**Curie and Van Vleck parts of χT for Eu⁴⁺ (4f⁵) in a cubic field**

The table holds the powder $\chi T$ from 2 to 300 K by Van Vleck's formula, from one Dirac-Coulomb-Breit configuration (Slater integrals scaled by 0.75) in a parametric $O_h$ crystal field. The program fits the line $C+\alpha T$ to the rows from 2 to 50 K, sizes the departures above, and tests them against the Boltzmann share of the $\Gamma_7$ doublet at 323.2 cm⁻¹ and against a $T^2$ curvature. The rows at 100, 200 and 300 K lie 0.3%, 3.6% and 7.4% below the line and follow share times temperature, with a small positive remainder at 300 K of the size expected from the $J\approx7/2$ levels. An unfitted $^6H$ model with and without $J$ mixing is compared with the run: mixing improves $C$, $\alpha$ and the effective $J$, but the model misplaces the gap (410 cm⁻¹) and gives only about a third of the break at 300 K.

Molar powder susceptibility times temperature, χT, of Eu⁴⁺ (4f⁵) by Van Vleck's formula, computed with radial Dirac CI 1 for one Dirac-Coulomb-Breit configuration with KLI orbitals and model QED. Valence Slater integrals are scaled by 0.75; the Oh crystal field has Wybourne parameters B40 = −2660, B44 = −1589.7, B60 = −1120 and B64 = 2095.3 cm⁻¹.

## The fit in Python

```python
# Table: powder chi*T (Van Vleck) of Eu4+ 4f5, radial Dirac CI 1, one Dirac-Coulomb-Breit configuration, parametric Oh field.
# Tested: line C + a*T, its breaks against the G7 population, and an unfitted 6H model with and without J mixing.
T = {
    'temperature': [2, 5, 10, 20, 50, 100, 200, 300],  # K
    'chi_times_temperature': [0.04656, 0.04912, 0.05337, 0.06189, 0.08743, 0.1296, 0.2075, 0.2781],  # cm3 K/mol
}
import numpy as np
from scipy import constants as sc
from sympy.physics.wigner import clebsch_gordan
t = np.array(T['temperature'], float); y = np.array(T['chi_times_temperature'], float)
rnd = np.where(y < 0.1, 5e-6, 5e-5)
kB = sc.k/(sc.h*sc.c*100); K = 0.1*sc.N_A*sc.value('Bohr magneton')**2/sc.k; ge = -sc.value('electron g factor')
# further outputs of the same run: full-digit chi*T, levels (cm-1, degeneracy, nominal J), field, stabilisation energy
yr = np.array([0.0465608, 0.04911539, 0.05337304, 0.06188834, 0.08743233, 0.1296153, 0.2075141, 0.278149])
lev = np.array([(0,4,2.5),(323.2264,2,2.5),(1355.6,4,3.5),(1578.1,2,3.5),(1889.4,2,3.5),(2832.9,4,4.5),(3113,4,4.5),
  (3376.7,2,4.5),(4339.6,2,5.5),(4477.5,2,5.5),(4634,4,5.5),(4885.2,4,5.5),(5992.9,2,6.5),(6139.2,4,6.5),
  (6339.4,4,6.5),(6387.5,2,6.5),(6405.5,2,6.5)])
B = {(4,0): -2660, (4,4): -1589.7, (6,0): -1120, (6,4): 2095.3}; stab = 262.4
pop = lambda x: lev[:,1]*np.exp(-lev[:,0]/(kB*x))/np.sum(lev[:,1]*np.exp(-lev[:,0]/(kB*x)))
p7 = np.array([pop(x)[1] for x in t]); pj = np.array([pop(x)[2:5].sum() for x in t])
a, C = np.polyfit(t[:5], y[:5], 1); d = y - C - a*t
print(f"line on 2-50 K (G7 nearly empty): C = {C:.5f} cm3 K/mol, a = {a:.4e} cm3/mol, C/a = {C/a:.1f} K")
print("T/K, chiT, minus line, percent, in units of rounding, G7 share, J=7/2 share")
for i in range(8): print(f"{t[i]:4.0f} {y[i]:.5f} {d[i]:+.6f} {100*d[i]/(y[i]-d[i]):+.2f}% {d[i]/rnd[i]:+.1f} {p7[i]:.2e} {pj[i]:.1e}")
print("slopes between rows, 1e-4 cm3/mol (full digits):", np.round(np.diff(yr)/np.diff(t)*1e4, 3))
ar, Cr = np.polyfit(t[:4], yr[:4], 1); dr = yr - Cr - ar*t; q = dr[4:]/(p7[4:]*t[4:])
print(f"full-digit line on 2-20 K: C = {Cr:.6f}, a = {ar:.5e}; gap/k = {lev[1,0]/kB:.1f} K")
print("deviation at 50,100,200,300 K:", " ".join(f"{v:+.3e}" for v in dr[4:]))
print("deviation/(G7 share*T), 1e-4 cm3/mol:", np.round(q*1e4, 2))
g = lambda v: np.round(v[5:]/v[4:-1], 2)
print("growth 50-100,100-200,200-300: run", g(dr), "share*T", g(p7*t), "T^2", g(t**2))
da, dC = np.polyfit(t[5:7], dr[5:7]/p7[5:7], 1); r = dr - p7*(dC + da*t)
print(f"G7 minus G8 from 100, 200 K: dC = {dC:+.4f}, da = {da:+.3e}, implied a(G7) = {ar+da:+.1e}")
print(f"left over: 50 K {r[4]:+.1e}, 300 K {r[7]:+.5f} ({100*abs(r[7]/dr[7]):.1f}% of the break)")
print(f"implied chiT per J=7/2 ion at 300 K {r[7]/pj[7]+Cr+ar*300:.2f}; LS Curie value {K/3*(52/63)**2*15.75:.2f}")
tt = np.arange(20., 200.); br = np.array([abs(pop(x)[1]*(dC+da*x)) for x in tt])
print(f"break passes 5e-6 at {tt[br > 5e-6][0]:.0f} K and 5e-5 at {tt[br > 5e-5][0]:.0f} K")
c0 = K/3*(2/7)**2*8.75; print(f"free-ion J=5/2 Curie value {c0:.4f}, crossed by the line at {(c0-C)/a:.0f} K")
cg = lambda j, m, k, s: float(clebsch_gordan(j, k, j, m, s, m+s))
R = {k: sum(cg(3,m,k,0) for m in (3,2,1,0,-1))*cg(3,0,k,0)/cg(5,5,k,0) for k in (4,6)}
M = list(range(5, -6, -1))
VL = np.array([[sum(B[k,abs(m-n)]*R[k]*cg(5,n,k,m-n) for k in (4,6)) if abs(m-n) in (0,4) else 0. for n in M] for m in M])
def ang(j):
    m = np.arange(j, -j-1, -1); return np.diag(m), np.diag(np.sqrt(j*(j+1)-m[1:]*(m[1:]+1)), 1)
Lz, Lp = ang(5.); Sz, Sp = ang(2.5)
w, U = np.linalg.eigh(np.kron(Lz,Sz) + 0.5*(np.kron(Lp,Sp.T) + np.kron(Lp.T,Sp)))
J = np.round(2*(np.sqrt(39+2*w)-0.5))/2
EJ = {j: np.average(lev[lev[:,2]==j,0], weights=lev[lev[:,2]==j,1]) for j in (2.5,3.5,4.5,5.5,6.5)}
print("run multiplet centres J=5/2..13/2, cm-1:", np.round(list(EJ.values())))
EJ[2.5] = stab; EJ[7.5] = 7900.  # J=5/2 from stabilisation energy; J=15/2 rough, mixed with 6F in the run
V = U.T @ np.kron(VL, np.eye(6)) @ U; mu = U.T @ (np.kron(Lz,np.eye(6)) + ge*np.kron(np.eye(11),Sz)) @ U
print("run: gap 323.2, stabilisation -262.4 cm-1, J(G8) 2.63, J(G7) 2.55")
for name, X in (("no J mixing", V*(J[:,None] == J[None,:])), ("with J mixing", V)):
    E, W = np.linalg.eigh(np.diag([EJ[j] for j in J]) + X)
    m2 = (W.T @ mu @ W)**2; D = E[None,:] - E[:,None]; dg = abs(D) < 1e-3
    Cn = K*(m2*dg).sum(1); A = 2*K*kB*np.where(dg, 0, m2/np.where(dg, 1, D)); An = A.sum(1)
    je = np.sqrt(0.25 + (W**2).T @ (J*(J+1))) - 0.5; w7 = (W[J == 3.5]**2).sum(0)
    print(f"6H model, {name}: lowest six", np.round(E[:6]-E[0], 1), f"stabilisation {E[0]-stab:.0f} cm-1")
    print(f"  J(G8) {je[0]:.2f}, J(G7) {je[4]:.2f}, J=7/2 weight in G8 {100*w7[0]:.1f}%, next level {E[6]-E[0]:.0f} cm-1")
    print(f"  C(G8) {Cn[:4].mean():.4f}, C(G7) {Cn[4:6].mean():.4f}, a(G8) {An[:4].mean():.2e}, a(G7) {An[4:6].mean():+.2e}")
    print(f"  a(G8) parts: to G7 {A[:4,4:6].sum()/4:.2e}, to J=7/2 {A[:4,6:14].sum()/4:.2e}, higher {A[:4,14:].sum()/4:.1e}")
    bw = np.exp(-(E[None,:]-E[0])/(kB*t[:,None])); ym = (bw*(Cn[None,:] + An[None,:]*t[:,None])).sum(1)/bw.sum(1)
    print("  chiT error per row, %:", np.round(100*(ym/y-1), 1))
    print("  break at 100,200,300 K:", np.round((ym - Cn[:4].mean() - An[:4].mean()*t)[5:], 5))
assert np.all(abs(d[:5]) < 2*rnd[:5])
assert np.all(d[5:] < -4*rnd[5:]) and np.all(np.diff(y) > 0)
assert abs(q[3]/q[1] - 1) < 0.12 and r[7] > 0
```

Printed output:

```
line on 2-50 K (G7 nearly empty): C = 0.04486 cm3 K/mol, a = 8.5143e-04 cm3/mol, C/a = 52.7 K
T/K, chiT, minus line, percent, in units of rounding, G7 share, J=7/2 share
   2 0.04656 -0.000002 -0.00% -0.4 5.18e-102 0.0e+00
   5 0.04912 +0.000004 +0.01% +0.7 2.02e-41 3.9e-170
  10 0.05337 -0.000003 -0.01% -0.7 3.18e-21 2.0e-85
  20 0.06189 +0.000002 +0.00% +0.5 3.99e-11 4.4e-43
  50 0.08743 -0.000001 -0.00% -0.1 4.57e-05 1.1e-17
 100 0.12960 -0.000402 -0.31% -8.0 4.76e-03 3.4e-09
 200 0.20750 -0.007645 -3.55% -152.9 4.66e-02 6.2e-05
 300 0.27810 -0.022187 -7.39% -443.7 9.58e-02 1.6e-03
slopes between rows, 1e-4 cm3/mol (full digits): [8.515 8.515 8.515 8.515 8.437 7.79  7.063]
full-digit line on 2-20 K: C = 0.044858, a = 8.51530e-04; gap/k = 465.1 K
deviation at 50,100,200,300 K: -1.910e-06 -3.954e-04 -7.650e-03 -2.217e-02
deviation/(G7 share*T), 1e-4 cm3/mol: [-8.37 -8.32 -8.21 -7.72]
growth 50-100,100-200,200-300: run [207.04  19.34   2.9 ] share*T [208.29  19.6    3.08] T^2 [4.   4.   2.25]
G7 minus G8 from 100, 200 K: dC = -0.0021, da = -8.101e-04, implied a(G7) = +4.1e-05
left over: 50 K +3.7e-08, 300 K +0.00131 (5.9% of the break)
implied chiT per J=7/2 ion at 300 K 1.10; LS Curie value 1.34
break passes 5e-6 at 56 K and 5e-5 at 73 K
free-ion J=5/2 Curie value 0.0893, crossed by the line at 52 K
run multiplet centres J=5/2..13/2, cm-1: [ 108. 1545. 3054. 4643. 6249.]
run: gap 323.2, stabilisation -262.4 cm-1, J(G8) 2.63, J(G7) 2.55
6H model, no J mixing: lowest six [  0.    0.    0.    0.  299.4 299.4] stabilisation -100 cm-1
  J(G8) 2.50, J(G7) 2.50, J=7/2 weight in G8 0.0%, next level 1175 cm-1
  C(G8) 0.0547, C(G7) 0.0210, a(G8) 7.07e-04, a(G7) +4.19e-04
  a(G8) parts: to G7 1.56e-04, to J=7/2 5.51e-04, higher 9.6e-34
  chiT error per row, %: [20.5 18.5 15.7 11.2  3.  -3.6 -7.8 -7.5]
  break at 100,200,300 K: [-0.00042 -0.00483 -0.00947]
6H model, with J mixing: lowest six [  0.    0.    0.    0.  409.5 409.5] stabilisation -262 cm-1
  J(G8) 2.64, J(G7) 2.56, J=7/2 weight in G8 6.6%, next level 1339 cm-1
  C(G8) 0.0507, C(G7) 0.0748, a(G8) 8.07e-04, a(G7) +2.50e-04
  a(G8) parts: to G7 2.13e-04, to J=7/2 5.41e-04, higher 5.4e-05
  chiT error per row, %: [12.4 11.5 10.2  8.1  4.2  1.4  1.2  2.6]
  break at 100,200,300 K: [-4.00e-05 -2.18e-03 -7.73e-03]
```
